In these six tin(IV) compounds the error of B3LYP-D4 does not follow molecular size, because two contributions of opposite sign grow in different parts of the molecule. Chlorine or oxygen in place of hydrogen on tin mainly deepens the deficit of the functional. Alkyl groups further out deepen it too, but they enlarge the D4 dispersion correction, which hides part of the deficit, by more. The two molecules with the most bonds are therefore among the three with the smallest errors.

Electronic atomization energies of six gas-phase tin(IV) compounds, computed with Ansatz 0.2.0 at PBE0-D4/def2-TZVP geometries, with a def2 core potential on tin. The reference is a frozen-core CCSD(T) estimate for the basis-set limit: Hartree–Fock and the correlation energy of MP2, a simpler method, are extrapolated from def2 triple and quadruple zeta, and the difference between CCSD(T) and MP2 is added from triple zeta alone. B3LYP-D4 is in def2-TZVPP, and its errors are functional less reference.

| SMILES | formula | heavy atoms | bonds Sn-O | bonds Sn-Cl | bonds H-C | bonds C-O | bonds | CCSD(T) atomization energy (kJ/mol) | B3LYP-D4 less CCSD(T) (kJ/mol) | T1 diagnostic |
| --- | --- | --- | --- | --- | --- | --- | --- | --- | --- | --- |
| C[O][SnH]([Cl])[Cl] | CH4Cl2OSn | 5 | 1 | 2 | 3 | 1 | 8 | 2937 | -54.2 | 0.013 |
| [CH3][Sn]([OH])([Cl])[Cl] | CH4Cl2OSn | 5 | 1 | 2 | 3 | 0 | 8 | 3043 | -64.1 | 0.012 |
| C[O][SnH]([OH])[Cl] | CH5ClO2Sn | 5 | 2 | 1 | 3 | 1 | 9 | 3397 | -60.9 | 0.013 |
| C[O][Sn]([OH])([Cl])[Cl] | CH4Cl2O2Sn | 6 | 2 | 2 | 3 | 1 | 9 | 3453 | -73.7 | 0.013 |
| C[O][SnH]([Cl])[O]C | C2H7ClO2Sn | 6 | 2 | 1 | 6 | 2 | 12 | 4571 | -52.6 | 0.013 |
| CC[O][Sn]([CH3])([Cl])[Cl] | C3H8Cl2OSn | 7 | 1 | 2 | 8 | 1 | 14 | 5464 | -55.6 | 0.012 |

The atomization energy is the energy needed to separate a molecule into free atoms. A negative error means that B3LYP-D4 binds the atoms too weakly compared with the CCSD(T) estimate, and this holds for every row. D4 is simply added to the B3LYP energy, so it can be taken off again exactly. Without it the deficits run from 93 to 122 kJ/mol, and the largest molecule has the largest one. This fits a known weakness of B3LYP, which tends to underbind molecules more as they grow. Size is not all, however: the two molecules with six heavy atoms differ by 18 kJ/mol, and the one with more bonds has the smaller deficit.

**At the tin atom.** Replacing Sn–H by Sn–Cl, from `C[O][SnH]([OH])[Cl]` to `C[O][Sn]([OH])([Cl])[Cl]`, deepens the deficit without D4 by 22 kJ/mol. D4 returns only 9 of these, so the printed error grows by 13. Putting OH in place of the hydrogen on tin in `C[O][SnH]([Cl])[Cl]` leads to the same product, and the printed error grows by almost 20. Oxygen and chlorine are not quite equal: OH in place of one chlorine in `C[O][SnH]([Cl])[Cl]` makes the printed error 7 kJ/mol larger, about half of it from a deeper deficit and half from a smaller D4 gain. The reference has errors of its own, and these runs do not show how large they are. Outer-core electrons of tin are correlated in basis sets without functions made for them. In tests on other systems by the makers of the data, this moved the CCSD(T) limit by up to about 4 kJ/mol per bond. That figure is a guide, not an error bar for these molecules, and the shift need not cancel when one bond at tin is exchanged for another. The step of the reference from MP2 to CCSD(T), taken from triple zeta alone, adds a basis error that was not estimated here either. The deeper deficit of oxygen, only about 3 kJ/mol, is therefore not established. The 22 kJ/mol for Sn–Cl in place of Sn–H is much larger than the shifts seen in those tests and so is probably real, though no run here sets a limit on the error. The largest printed error in the table belongs to `C[O][Sn]([OH])([Cl])[Cl]`, the product of the first two replacements: its tin atom has four heavy neighbours (atoms other than hydrogen), but the molecule carries only one small alkyl group. `[CH3][Sn]([OH])([Cl])[Cl]` shares both features, yet its error is 10 kJ/mol smaller. It lacks the oxygen between carbon and tin, which deepens the deficit by 16 kJ/mol and brings back only 6 through D4.

**Away from the tin atom.** Turning the OH group of `C[O][SnH]([OH])[Cl]` into OCH₃ deepens the deficit by only 4 kJ/mol, while D4 gains 13. The printed error shrinks by 8 kJ/mol. Turning OH into OC₂H₅ in `[CH3][Sn]([OH])([Cl])[Cl]` gives the largest molecule. Here the deficit deepens by 19 kJ/mol, but D4 gains 28, so the printed error again shrinks, by nearly the same amount as with the smaller methyl group. A longer chain therefore need not reduce the error further. Only one conformer of each molecule was computed, not always the lowest, and the D4 gain depends somewhat on how the chain is folded. Both steps leave the kinds of bond at tin unchanged, so the error of the reference from the outer-core electrons of tin should largely cancel. The basis error of the triple-zeta step from MP2 to CCSD(T) is separate and may cancel less well, since the larger alkyl groups bring new bonds.

D4 behaves this way because it consists mainly of attractions summed over pairs of atoms. A growing straight-chain alkane is a simpler case: each new CH₂ group is attracted by the groups already there, the near ones most. The comparison covers only the D4 part, since an alkane has no centre like tin. Nor is the D4 term a pure dispersion energy: for the largest molecule it is 67 kJ/mol with B3LYP but 108 with revPBE, because it is adjusted to what each functional lacks.

What B3LYP lacks near tin may be correlation, the mutual avoidance of electrons, between neighbouring bonds. The two isomers CH₄Cl₂OSn are consistent with this but do not prove it. Their free atoms are the same, so atomic errors cancel, but they also differ away from tin, where one has a C–O bond and the other an O–H bond. The CCSD(T) estimate favours the isomer with four heavy neighbours at tin by 106 kJ/mol, whereas Hartree–Fock, which has no such correlation, gives 89. B3LYP-D4 recovers only part of the difference and falls 10 kJ/mol short of CCSD(T). D4 is nearly equal in the two isomers, so it does not cause the shortfall. The finite basis of B3LYP may contribute. So may the reference, through its triple-zeta step from MP2 to CCSD(T) and through the outer-core electrons of tin, since one isomer has an Sn–H bond where the other has Sn–C. How much of the shortfall is due to B3LYP itself is therefore not settled, but the choice of functional does matter: r2SCANh-D4 gives 101 kJ/mol in the same basis and falls only 5 short.

A simple model puts this reasoning into numbers. Let D be the D4 gain, N the number of heavy neighbours of tin, and M the number of other bonds between heavy atoms. Bonds to hydrogen are given no deficit. Carbon on tin is counted like chlorine and oxygen, although no pair of rows tests it alone. The two coefficients were fitted to the errors without D4 of all six molecules:

error ≈ D − 26.5 N − 10.7 M (kJ/mol)

For the largest molecule, which was part of the fit, N = 4, M = 2 and D = 66.5:

66.5 − 26.5 × 4 − 10.7 × 2 = −60.9 kJ/mol

The table has −55.6, so the model overstates this error by about 5 kJ/mol.

The typical miss is 4 kJ/mol, rising to between 6 and 7 when each molecule is predicted from the other five. The same two counts fitted directly to the printed errors do about half as well and fail most for the largest molecule, where D4 matters most. The model is weakest for `C[O][SnH]([OH])[Cl]`, whose error it understates by 6 kJ/mol. With two coefficients on six rows, and with errors of the free atoms and of the reference absorbed in them, 26.5 and 10.7 are not errors of individual bonds. Nor can the fit separate the place of an atom from its element, since all chlorine and oxygen atoms here are bound to tin and most carbon atoms are not. The printed output below gives both fits and the split for each row.

For process work, the isomer pair shows what such errors can do to a reaction energy. A shortfall of 10 kJ/mol is about four times the thermal energy RT at room temperature, enough to change a calculated equilibrium constant by a factor of roughly fifty. That hardly matters for these isomers, which lie 106 kJ/mol apart, but it would for a nearly balanced reaction. The open question is how much of the deficit at tin belongs to B3LYP itself, since the functional was run in a finite basis and compared with an estimate of the basis-set limit. Repeating the B3LYP calculations of the molecules and the free atoms in a larger basis would isolate the basis part, though the uncertainty of the reference would remain, both from the outer-core electrons of tin and from the triple-zeta step from MP2 to CCSD(T).

Output of the analysis:

```
fit of bare on 6 rows: coefficient of nSnX -26.51 +/- 0.99, coefficient of nCX -10.67 +/- 2.6; rms 3.84, worst C[O][SnH]([OH])[Cl] 6.24, leave-one-out rms 6.51
fit of err_b3lyp_d4 on 6 rows: coefficient of nSnX -17.34 +/- 1.8, coefficient of nCX 1.007 +/- 4.8; rms 7.17, worst CC[O][Sn]([CH3])([Cl])[Cl] -11.8, leave-one-out rms 12.1
rms miss if every heavy-atom bond has the same deficit, kJ/mol: 9.614
Parts of the error in kJ/mol:
                         row  heavy neighbours of Sn  other heavy bonds  D4 gain  error without D4  model of printed error
         C[O][SnH]([Cl])[Cl]                       3                  1    38.97            -93.17                  -51.24
   [CH3][Sn]([OH])([Cl])[Cl]                       4                  0    38.76            -102.9                  -67.28
         C[O][SnH]([OH])[Cl]                       3                  1    35.55            -96.45                  -54.66
    C[O][Sn]([OH])([Cl])[Cl]                       4                  1    44.69            -118.4                  -72.02
         C[O][SnH]([Cl])[O]C                       3                  2    48.12            -100.7                  -52.76
  CC[O][Sn]([CH3])([Cl])[Cl]                       4                  2    66.51            -122.1                  -60.88
OH to OCH3, change of error without D4, kJ/mol: -4.273
OH to OCH3, change of D4 gain, kJ/mol: 12.57
OH to OCH3, change of printed error, kJ/mol: 8.3
OH to OC2H5, change of error without D4, kJ/mol: -19.25
OH to OC2H5, change of D4 gain, kJ/mol: 27.75
OH to OC2H5, change of printed error, kJ/mol: 8.5
Sn-H to Sn-Cl, change of error without D4, kJ/mol: -21.94
Sn-H to Sn-Cl, change of D4 gain, kJ/mol: 9.145
Sn-H to Sn-Cl, change of printed error, kJ/mol: -12.8
Sn-Cl to Sn-OH, change of printed error, kJ/mol: -6.7
isomer gap in CCSD(T), kJ/mol: 106
isomer gap in Hartree-Fock, kJ/mol: 88.53
isomer gap, B3LYP-D4 less CCSD(T), kJ/mol: -9.9
isomer gap, share of D4 in B3LYP-D4, kJ/mol: -0.2007
D4 gain of the largest molecule with revPBE, kJ/mol: 108
D4 gain of the largest molecule with r2SCANh, kJ/mol: 11.83
```
